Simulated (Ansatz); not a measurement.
A series in volume scale on SnSe

Results calculated with Ansatz 0.2.0, not measured. Free energy against uniform scaling of the volume at fixed shape and fractions; periodic cell, basis, potentials, k mesh and filling as listed.

The cell before it is scaled or strained (space group Fm-3m, No. 225):
```
cell vectors (Å)
   0.0000     3.0200     3.0200
   3.0200     0.0000     3.0200
   3.0200     3.0200     0.0000
atoms (fractions of the cell vectors)
Sn  0.00000  0.00000  0.00000
Se  0.50000  0.50000  0.50000
```

Settings of every row: functional r2SCAN; dispersion none; potentials PAW; wave cutoff 612.26 eV; density cutoff 2449 eV; k mesh 6x6x6; k shift 0x0x0; occupations fixed; smearing width 0 eV; spin none.

Limits: coarse k mesh, up to 40 meV an atom off.

| row | volume scale | V (Å³/atom) | energy above lowest point (meV/atom) |
| --- | --- | --- | --- |
| 1 | 0.9406 | 25.908 | 8 |
| 2 | 0.9703 | 26.726 | 0 |
| 3 | 1 | 27.544 | 0.9 |
| 4 | 1.0297 | 28.362 | ? |
| 5 | 1.0594 | 29.18 | 24.2 |

Question: what energy above lowest point should row 4 give?

Worked fit of energy above lowest point. Take u = (V_r/V)^(2/3) − 1 with V_r = 27.135 Å³ an atom, which is twice the finite (Eulerian) strain; such expansions in the strain, on which the Birch-Murnaghan equation of state is built, carry the rest volume and the bulk modulus. The shown rows have u = 0.03133, 0.01018, -0.00992, -0.04728. Least squares give energy above lowest point = −0.56 − 44.6 × u + 10137 × u² meV/atom; a straight line predicts inner rows, each left out in turn, worse (root mean square 9.8 against 0.064 meV/atom). All shown rows lie on it to the printed digit. Its lowest point lies at u = 0.0022, or V = 27.05 Å³ an atom, and the curvature there gives the bulk modulus at fixed shape and fractions, B = (4/9)(1 + u)² E″(u)/V = 53.6 GPa. The withheld row has u = -0.02905, so the fit gives −0.56 − 44.6 × (-0.02905) + 10137 × (-0.02905)² = 9.3 meV/atom.

The calculation gave 9.3 meV/atom. The fit meets it to the printed digit.
